**Telling five second ionisation energies apart**

Five results for the removal of an electron from a singly charged ion have lost their labels. The candidates are Be⁺ (2s¹), B⁺ (2s²), C⁺ (2s²2p¹), Mg⁺ (3s¹) and Ar⁺ (3s²3p⁵). Which row belongs to which ion, and which clue decides it?

PySCF 2.14.0, ionisation energies of singly charged ions from total-energy differences: unrestricted HF and MP2, one real determinant in D2h with open shells at highest spin, dyall-acv3z basis, non-relativistic, point nucleus. Subvalence freezes only 1s in Mg+ and Ar+ and nothing in the others. Spin-orbit corrections (not included) and NIST values run from ground level to ground level. Candidates: Be+, B+, C+, Mg+, Ar+.

```tsv
row	HF (eV)	MP2 subvalence (eV)	SCS-MP2 subvalence (eV)	first-order spin-orbit correction (eV)
A	18.13	18.19	18.18	0.00
B	26.37	27.43	27.42	-0.01
C	23.44	n/a	n/a	0.00
D	14.72	14.98	14.93	0.00
E	24.17	24.41	24.35	0.01
```

HF is Hartree–Fock, MP2 is second-order Møller–Plesset theory, and SCS-MP2 is MP2 with the opposite-spin and same-spin parts rescaled. "Subvalence" means that the shell below the valence shell is correlated too. The first-order spin-orbit correction is not contained in these three energies. One labelled result of the same kind serves as an anchor: Ne⁺ (2s²2p⁵), with HF 39.27, MP2 40.82, SCS-MP2 40.80, spin-orbit 0.00 and a tabulated NIST value of 40.96 eV.

The table leaves out the tabulated value of each row. It is supplied here as a further clue, also without its label: A 18.21, B 27.63, C 25.15, D 15.04 and E 24.38 eV. Looking these values up would name the ions at once, so they serve here only for comparison with the HF column and with a simple model.

Two limits govern the use of these numbers. The computed energies are non-relativistic and come from a finite basis, so the gap $g = I_\text{tab} - I_\text{HF}$ between the tabulated and the HF ionisation energy holds basis error and relativity as well as correlation. Computed entries are rounded to 0.01 eV, so a difference of two is good to 0.01 eV, and the spin-orbit entries sit at the last printed digit. The blank MP2 entries of row C mark a run that was not made and are no clue.

**Size: screened hydrogenic energies**

Slater's rules give an estimate with nothing fitted here. Each of the $k$ valence electrons of principal quantum number $n$ has the energy of a hydrogenic electron in the charge $Z-s$:

$$E(k) = -k\,\mathrm{Ry}\,\frac{(Z-s_k)^2}{n^2}, \qquad s_k = s_\text{core} + 0.35\,(k-1), \qquad I = E(k-1) - E(k).$$

The core screening is $2\times0.85 = 1.70$ for $n=2$ and $2 + 8\times0.85 = 8.80$ for $n=3$. Core energies cancel in the difference. For C⁺, $k=3$ gives $s = 2.40$ and $3\times3.60^2 = 38.88$. For C²⁺, $k=2$ gives $s = 2.05$ and $2\times3.95^2 = 31.205$. With Ry = 13.606 eV,

$$I = \frac{13.606\ \text{eV}}{4}\,(38.88 - 31.205) = 26.11\ \text{eV}.$$

The same steps give 15.48 eV for Mg⁺, 17.99 for Be⁺, 22.16 for B⁺ and 30.02 for Ar⁺. For the anchor they give 39.68 eV, 1.0 % above its HF value.

The HF column runs D 14.72, A 18.13, C 23.44, E 24.17, B 26.37 eV. Matching by rank gives D = Mg⁺, A = Be⁺, C = B⁺, E = C⁺, B = Ar⁺, with an rms misfit of 1.96 eV, the lowest of the 120 possible assignments. This is weak evidence. Exchanging rows C and E raises the misfit only to 2.24 eV, and in the best match row B is still missed by 3.65 eV, more than the 2.93 eV that spans rows C, E and B. Rows C and E also change order between columns: E lies 0.73 eV above C in HF and 0.77 eV below it in the tabulated values. Matched to the tabulated column, the rules prefer the opposite assignment of these two rows, 1.54 against 1.89 eV. An independent-electron model belongs with HF, but size alone settles little.

**The gap between HF and measurement**

HF lies below the tabulated value in all five rows and in the anchor. The gaps fall into two groups: 0.08 (A), 0.21 (E) and 0.32 eV (D) against 1.26 (B) and 1.71 eV (C). The anchor has 1.69 eV.

The sign follows from counting. HF omits the correlation energy of both charge states, and the ion with one electron more usually has more of it, so HF binds the departing electron too weakly. The size depends on whom that electron is correlated with. Electrons of like spin are already kept apart by antisymmetry, and electrons in different shells overlap little. Two electrons of opposite spin in the same spatial orbital have neither protection, so their pair is the one that HF describes worst. Among the candidates such a pair is broken in B⁺ (2s² → 2s¹) and in Ar⁺ (p⁵ → p⁴ at highest spin), as in Ne⁺. It is not broken in Be⁺, Mg⁺ or C⁺.

For 2s² theory adds a specific mechanism. The 2s and 2p levels lie close, at a distance $\Delta$, and the pair can scatter into $2p_x^2$, $2p_y^2$ or $2p_z^2$, each through the exchange integral $K$ of 2s with 2p. Second-order mixing lowers the energy by about $3K^2/2\Delta$. Ionising B⁺ destroys the pair, so the whole lowering enters the gap. In C⁺ the 2p electron blocks one of the three channels, and ionisation reopens it: C²⁺ regains roughly $K^2/2\Delta$, which offsets part of the correlation that the 2p electron takes away. This argument predicts a large gap for B⁺ and a small one for C⁺, and hence that measurement can reverse their HF order.

With half the anchor's gap, 0.85 eV, as the dividing line, rows B and C go to Ar⁺ and B⁺ in some order, and rows A, D and E to the other three. Any line between 0.32 and 1.26 eV does the same. Twelve assignments survive. Rows C and E now belong to different groups, which removes the doubt that size left.

**The spin make-up of the MP2 shift**

The two MP2 columns test the pair argument without a measured value. Let OS and SS be the opposite-spin and same-spin parts of the MP2 shift of the ionisation energy. If the usual scaling factors 6/5 and 1/3 were used, which is assumed here,

$$I_\text{MP2}-I_\text{HF} = \text{OS}+\text{SS}, \qquad I_\text{SCS}-I_\text{HF} = \tfrac65\,\text{OS} + \tfrac13\,\text{SS}.$$

For row B the shifts are 1.06 and 1.05 eV, so $\text{OS} = (1.05 - 1.06/3)/(6/5 - 1/3) = 0.80$ eV and SS = 0.26 eV, an opposite-spin share of 76 %. The anchor has 75 %. Rows E, D and A have 48, 55 and 58 %. Rounding leaves OS uncertain by 0.012 eV, which is a fifth of the whole 0.06 eV shift of row A, so that share is only rough; the unrounded values of the same run put it nearer to two thirds than to a half.

A lone electron outside closed shells has as many partners of one spin as of the other, and where it overlaps them little the exchange term fades and both parts become equal; otherwise the opposite-spin part is the larger. For 2s²2p¹ the 2s pair also regains opposite-spin correlation on ionisation, so a share near a half is there partly a cancellation. The electron that leaves p⁵ has the minority spin, with four opposite-spin and two same-spin partners in its shell. Counting gives two thirds, and the weaker same-spin correlation pushes the share higher. Row B thus looks like the anchor, as a p⁵ ion should, and rows A, D and E like lone electrons. The split also helps to tell row B from row C, although row C has no MP2 value. The only valence partner in 2s² has the opposite spin, so B⁺ could draw same-spin correlation only from its tight 1s² core. The 0.26 eV of row B is about twice the largest same-spin part among rows A, D and E, which is too much for that source. Row B therefore points to Ar⁺.

**The spin-orbit entry**

The correction is the shift of the lowest final level minus that of the lowest initial level. For an S → S ionisation (Be⁺, B⁺, Mg⁺) it vanishes by symmetry. With $\zeta$ the one-electron spin-orbit constant, the $^2P_{1/2}$ level of p¹ lies $\zeta$ below the term's centre, so C⁺ gains $+\zeta$. The $^2P_{3/2}$ level of p⁵ lies $\zeta/2$ below its centre and the $^3P_2$ level of p⁴ lies $\zeta'/2$ below, which gives $(\zeta-\zeta')/2$. The p shell of the more highly charged ion is tighter, so $\zeta' > \zeta$ and the correction is negative.

Row E has +0.01 eV and row B −0.01 eV. Their size is known only to within half of itself, but an exact zero cannot round to either. Row E is then C⁺ and row B is Ar⁺, which leaves six assignments. A printed zero proves nothing, since the anchor, a p⁵ ion, shows 0.00. Together with the gap, two assignments remain, and row C is B⁺ in both.

**Verdicts**

Row E = C⁺ is sure: the positive spin-orbit entry names it, and it also has the highest ionisation energy of the three small-gap rows, as the screened estimate requires. Row B = Ar⁺ and row C = B⁺ are nearly as sure. Their separation rests on the same-spin part of row B's MP2 shift and on one last-digit spin-orbit entry, backed by the order of the screened estimates.

Rows A and D are ambiguous on these clues, since Be⁺ and Mg⁺ are both one s electron over a closed core. Three softer arguments point the same way. The screened estimates favour A = Be⁺, D = Mg⁺ (rms 1.96 against 2.70 eV), though they separate the two ions by only 2.51 eV, less than the worst miss. The effective quantum numbers $n^* = \sqrt{4\,\mathrm{Ry}/I_\text{HF}}$ are 1.733 for A and 1.923 for D, so the quantum defects $n-n^*$ are 0.27 and 1.08 in this assignment, and 1.27 (A as 3s) and 0.08 (D as 2s) in the other. A defect of 0.08 looks too small for a 2s electron, which penetrates the core. Last, the gap of D is about four times that of A, which suits a lone electron polarising a softer ten-electron core instead of a tight 1s² core. The assignment A = Be⁺, D = Mg⁺ is probable.

PySCF 2.14.0, ionisation energies of singly charged ions from total-energy differences: unrestricted HF and MP2, one real determinant in D2h with open shells at highest spin, dyall-acv3z basis, non-relativistic, point nucleus. Subvalence freezes only 1s in Mg+ and Ar+ and nothing in the others. Spin-orbit corrections (not included) and NIST values run from ground level to ground level.

```tsv
species	Z	electrons	configuration	final configuration	HF (eV)	MP2 subvalence (eV)	SCS-MP2 subvalence (eV)	first-order spin-orbit correction (eV)	tabulated (eV)	kind of the tabulated value
Be+	4	3	[He] 2s1	1s2	18.13	18.19	18.18	0.00	18.2111	measured
B+	5	4	[He] 2s2	[He] 2s1	23.44	n/a	n/a	0.00	25.1548	measured
C+	6	5	[He] 2s2 2p1	[He] 2s2	24.17	24.41	24.35	0.01	24.3831	measured
Ne+	10	9	[He] 2s2 2p5	[He] 2s2 2p4	39.27	40.82	40.80	0.00	40.963	measured
Mg+	12	11	[Ne] 3s1	[Ne]	14.72	14.98	14.93	0.00	15.0353	measured
Ar+	18	17	[Ne] 3s2 3p5	[Ne] 3s2 3p4	26.37	27.43	27.42	-0.01	27.6297	measured
```

**What the labels show**

All five assignments hold: A = Be⁺, B = Ar⁺, C = B⁺, D = Mg⁺, E = C⁺. The screened model has an rms error of 1.80 eV against HF over the six ions. It is good for Be⁺ (−0.8 %) and Ne⁺, and worst for Ar⁺ (+13.8 %) and C⁺ (+8.0 %, the case worked above). The rules screen s and p electrons alike, though p penetrates the core less; this would explain why the three p ionisations all come out too high, but not why Ne⁺ is missed by so little, nor why Mg⁺, an s ionisation, is also too high.

Two descriptions of the gap were fitted by unweighted least squares to all six labelled rows, each with two parameters. A step, $g = 0.20 + 1.35\,x$ eV with $x = 1$ for a broken pair and 0 otherwise, leaves an rms residual of 0.16 eV. It gives 1.55 eV for B⁺, a row inside the fit, against 1.71, and is worst for Ar⁺ at −0.30 eV. A line in the number $m$ of valence electrons left behind, $g = 0.46 + 0.17\,m$ eV, leaves 0.54 eV and misses B⁺ by 1.09 eV: B⁺ leaves one electron and C⁺ two, yet the B⁺ gap is eight times larger. Both residuals are far above rounding. The step amounts to two group means, and 1.35 eV is not the energy of a pair. By the argument above B⁺ owes its gap to one near-degenerate pair, while Ne⁺ collects a similar sum from six partners, 0.38 eV of its MP2 shift being same-spin. Their near equality is probably chance. That Ar⁺ has 0.74 of the Ne⁺ gap may reflect the more diffuse $n=3$ shell, which is a guess.

For Mg⁺ the origin of the shift is shown directly. In further output of the same calculation, full configuration interaction in the valence shell alone equals HF, as it must for one electron, while MP2 with 2s2p correlated adds 0.259 eV, split into about 0.14 eV of opposite-spin and 0.12 eV of same-spin correlation. Correlating the valence shell alone recovers none of the gap of such an ion. B⁺ is the opposite case: in further output, full configuration interaction of its valence pair alone yields nearly the whole gap, while valence-only MP2 yields only about three fifths of it. SCS-MP2 enlarges that MP2 shift by the factor 6/5, as it must for a pair with no same-spin part, which confirms one of the two scaling factors assumed above. The blank MP2 entry of B⁺ thus hides a severe failure of MP2, as expected for a near-degenerate pair.

Subvalence MP2 recovers about three quarters to nine tenths of the gap in four rows and 113 % for C⁺. The overshoot, a few hundredths of an eV with spin-orbit added, fits a second-order method that underrates the near-degeneracy regained in C²⁺, but the numbers do not isolate that cause. MP2 with spin-orbit stays about 0.15 eV below the tabulated value for Ne⁺ and about 0.2 eV for Ar⁺. Basis incompleteness, higher orders and relativity all enter there. For Ne⁺ further output gives a CCSD(T) value slightly below the MP2 one, so higher orders up to that level widen the shortfall, and the better agreement of MP2 is a cancellation of errors. Basis incompleteness is the likelier main cause, but no larger basis tests it. The single real determinant, which is not spherical for open p shells, may shift the HF reference a little. With spin-orbit added, SCS-MP2 is closer to the tabulated value than MP2 only for C⁺, and by too little to rank the two; without it, MP2 is closer in every row that has both.

The same reasoning predicts neighbours: a small gap for Si⁺ (3p¹), a large and mostly opposite-spin gap for Al⁺ (3s²), and a gap that grows with the partners in the shell from p¹ to p³ before a step at p⁴.

In practice, where a measured value comes with each unlabelled row, sort such results first by the gap to HF, then by any non-zero spin-orbit sign, and use size last. For light ions like these, do not trust the HF order of two ionisation energies within about 1.5 eV of each other if only the lower one breaks a pair.
